**Question: MP2 gives me the gap to 18 meV, Quantum Monte Carlo misses it by 153. Which level should I trust?**

I have computed the vertical energy gap between neutral AlH4 (a doublet) and its triplet cation at several levels of theory. The errors don't follow the order I learned. Hartree–Fock (HF) is far off, which I can accept, but plain MP2 then lands almost on the CCSDT(Q) reference. Phaseless auxiliary-field quantum Monte Carlo (ph-AFQMC), which I took for a high-level method, does much worse with one trial wave function than with another.

Vertical gap between neutral AlH4 (doublet) and its cation (charge +1, triplet) at a fixed PBE0/def2-TZVP geometry, computed with Ansatz 0.2.0 and afq 1 (in-house AFQMC program). All levels use the cc-pVTZ basis, frozen cores and UHF determinants for both states; the reference level is CCSDT(Q).

| level | this level less the reference (CCSDT(Q), same basis) (meV) | statistical noise, one standard error (meV) |
| --- | --- | --- |
| HF | -728.0 | 0.000 |
| MP2 | 18.0 | 0.000 |
| CCSD | 1.0 | 0.000 |
| CCSD(T) | 2.0 | 0.000 |
| CCSDT | 0.0 | 0.000 |
| ph-AFQMC/HF | 153.0 | 28.000 |
| ph-AFQMC/CISD | 19.0 | 3.000 |
| released AFQMC | 7.0 | 3.000 |
| free AFQMC | 5.0 | 4.000 |

Is MP2 really good enough here? Does it pay to go beyond CCSD? And what am I to make of the Monte Carlo rows?

**Answer**

Three sizes are worth remembering from your table. Neglecting electron correlation costs the better part of an electronvolt, a poor trial wave function in ph-AFQMC costs more than a tenth of one, and the steps from CCSD upwards change this gap by only a few meV. For this gap I would use CCSD(T) and spend the remaining effort on the basis set. MP2 is close for a reason you should not rely on.

**What is being ionised**

The geometry shows that this isn't a tetrahedral molecule. It is AlH2 with a loosely held H2 unit, whose two hydrogens are 0.77 Å apart and more than 2 Å from the aluminium. The seven valence electrons therefore form three pairs, two in Al–H bonds and one in H2, plus one single electron.

The triplet cation has two unpaired electrons, so ionisation has not simply removed the single electron. It has taken one partner out of a pair. Removing the single electron would leave a singlet ion, which is a different state, so the reference gap of 10.887 eV should not be read as the first ionisation energy.

**Why HF is too low**

Two electrons of opposite spin in the same bond avoid each other, and this lowers the energy. HF lets each electron feel only the average of the others and misses that lowering. The neutral molecule has three such pairs and the cation two, so HF places the neutral too high by more than it does the cation. The gap comes out too small, by 0.73 eV.

You can estimate the size without fitting anything. The correlation energy of the neutral is 3.645 eV at the reference level. Shared equally over three pairs, that is $3.645/3 \approx 1.2$ eV for the pair that is broken. The estimate has the right sign and order but is 1.7 times too large. Equal sharing is the crude step, since the pairs sit in different bonds and the remaining electrons readjust in the ion.

The same reasoning gives a rule for similar cases. When a process changes the number of electron pairs, expect HF to be wrong by an amount of the order of an electronvolt per pair, in favour of the state with fewer pairs.

**Why MP2 looks so good**

A gap is a difference, and so is its error:

$$\Delta_{\text{gap}} = \Delta_{\text{cation}} - \Delta_{\text{neutral}}$$

Here each $\Delta$ is the energy at a given level less the CCSDT(Q) value. The same calculations give the total energies of the neutral, so the cation's error follows by addition. The output printed below lists this division for all nine levels; no parameter was fitted.

MP2 turns out to be wrong by 794 meV for the neutral and 812 meV for the cation. Its gap error of 18 meV is what remains after about 98 percent has cancelled. MP2 has not described either state well; it has described both equally badly.

Some cancellation is natural, because most of the molecule is the same in both states. This much is not. MP2 misses about 22 percent of the neutral's correlation energy. Had it missed the same fraction in the cation, the error would have followed the lost correlation, and the gap would have been too small by about $0.22 \times 0.73 \approx 0.16$ eV. So I would treat 0.1 to 0.2 eV, not 18 meV, as the accuracy to plan for with MP2 in a gap of this kind.

**What the coupled-cluster steps buy**

CCSD still misses about 76 meV in the neutral, but nearly the same amount in the cation. Adding the triples correction of CCSD(T) lowers the two states by 58 and 57 meV, so the gap hardly notices. The gap errors of CCSD, CCSD(T) and CCSDT lie between 0 and 2 meV, which is too close to rank them.

The triples are still worth having. They bring the neutral's total energy to within 18 meV of the reference, so the gap depends much less on cancellation. That matters as soon as the two states you compare are less alike, for example when a bond is somewhat longer in one of them. If a bond is close to breaking, the perturbative triples of CCSD(T) can themselves fail, and you should test full triples or a multireference method.

**What goes wrong in the Monte Carlo rows**

AFQMC follows a population of random walkers whose contributions carry complex phases. Left alone, these phases make the noise grow quickly. The phaseless constraint controls them with a trial wave function, at the price of a bias that depends on how good that trial is. The bias need not be equal in two states, so it need not cancel.

With an HF trial the gap is too high by 153 ± 28 meV, where the uncertainty is one standard error. The neutral's total energy agrees with the reference within its noise, so nearly all of the error lies in the cation. A CISD trial, which adds single and double excitations to the HF determinant (taken here from the CCSD calculation, so the check isn't wholly separate from coupled cluster), reduces the gap error to 19 meV. Letting the constraint go after that walk ("released") reduces it to 7 meV.

Both changes point to the constraint as the likely cause. For the HF-trial row this isn't proven, because the constraint was released only from the CISD-trial walk. A walk that hadn't settled is an unlikely alternative, since the energy of the cation's HF-trial walk is flat within its noise long before averaging starts. Why the HF trial serves the cation so much worse is open. CCSD misses almost the same energy in both states although the cation has one pair fewer, so the cation is somewhat harder to correlate per pair, but that alone doesn't explain the bias. The cation's HF determinant passed its stability test as a minimum, so a plain instability isn't the reason, though such a test can't exclude a separate, lower solution. The records also give its spin expectation value, which you can compare with the 2 of a pure triplet. The most direct further test is to release the constraint from the cation's HF-trial walk.

The walk with no constraint at all ("free") agrees with the released one within the noise, although its error bar leaves out whatever remains of the CCSD state it started from. Don't take the closeness of these two walks to CCSDT(Q) as fully independent proof, though. The reference was accepted only because it and a released walk agreed within a few tens of meV.

**Accuracy against cost**

| Purpose | Sensible choice for this gap | Reason |
|---|---|---|
| Rough position, a few tenths of an eV | MP2 | HF misses the broken pair |
| About 1 kcal/mol (43 meV) | CCSD(T) | MP2 meets this only by cancellation |
| About 10 meV | CCSD(T) in larger basis sets | higher excitations change little here |
| Check by an unrelated method | AFQMC with a CISD trial, then released | the HF trial is biased |

The formal cost of the conventional methods rises steeply with size. Doubling the molecule multiplies the work by about 32 for MP2, 128 for CCSD(T) and 512 for CCSDT(Q). For a molecule this small the highest level is a useful check, but it is a poor routine choice when it moves the gap by 2 meV.

Monte Carlo has a different bill, because noise falls only with the square root of the number of samples. Bringing the HF-trial row from 28 to 3 meV of noise would take about 87 times as many samples. You would then know the wrong answer very precisely, since sampling doesn't remove the bias. Improve the trial first, and only then run longer.

**The basis set comes next**

All these errors are measured within one triple-zeta basis with frozen cores, so they say nothing about what the basis itself leaves out. Such a basis commonly misses something like 5 to 10 percent of the valence correlation energy. Applied to the 0.73 eV lost on ionisation, that suggests an error of some tens of meV, well above the steps beyond CCSD. It could use up the whole 1 kcal/mol in the table above, so even that target needs a check of the basis. This is a rough argument, not a result of your runs. The runs carry a general warning that the upper state may be diffuse, but it doesn't fit here: the upper state is a cation whose highest occupied level lies below -11 eV, so it is compact. If either state needs diffuse functions, it is the neutral. Repeat CCSD(T) for both states in a larger set, and test diffuse functions there, before you quote the gap to 10 meV. At that accuracy you should also test what the frozen core electrons of aluminium contribute.

If your interest comes from aluminium hydrides as precursors for metal films, a gap like this can help to assign states of the ions seen in a spectrum. It doesn't tell you how the film grows.

Printed output of the fit:

```
Errors against CCSDT(Q) in meV:
             row  neutral total energy  cation total energy   gap
              HF                  3645                 2917  -728
             MP2                 794.4                812.4    18
            CCSD                 75.65                76.65     1
         CCSD(T)                 17.86                19.86     2
           CCSDT                  1.24                 1.24     0
     ph-AFQMC/HF                -11.62                141.4   153
   ph-AFQMC/CISD                  2.99                21.99    19
  released AFQMC                 -2.24                 4.76     7
      free AFQMC                 -4.33                 0.67     5
H to H distance in the loose H2 unit (angstrom): 0.7706
shorter distance from Al to the H2 unit (angstrom): 2.106
one of the two true Al-H bonds (angstrom): 1.591
gap in HF (eV): 10.16
HF error as share of the reference gap (percent): 6.687
correlation energy of the neutral (eV): 3.645
correlation energy of the cation (eV): 2.917
estimate of the loss, neutral correlation over three pairs (eV): 1.215
that estimate over the actual loss (ratio): 1.669
share of the MP2 error of the neutral that cancels in the gap (percent): 97.73
lowering of the neutral by the triples of CCSD(T) (meV): 57.79
lowering of the cation by the triples of CCSD(T) (meV): 56.79
AFQMC gap errors in units of their noise, HF trial then CISD trial then released then free: 5.464, 6.333, 2.333, 1.25
noise of the cation in the HF-trial walk (meV): 20.09
fall of the gap error from HF trial to CISD trial (meV): 134
further fall on releasing the constraint (meV): 12
released less free AFQMC (meV): 2
noise of that difference if independent (meV): 5
samples needed to bring the HF-trial noise to the CISD-trial noise (factor): 87.11
1 kcal/mol (meV): 43.36
levels with gap error within 1 kcal/mol (of nine): 7
levels with gap error within 10 meV (of nine): 5
levels with neutral total energy within 1 kcal/mol (of nine): 6
formal cost factor on doubling the system, MP2 then CCSD then CCSD(T) then CCSDT then CCSDT(Q): 32, 64, 128, 256, 512
```
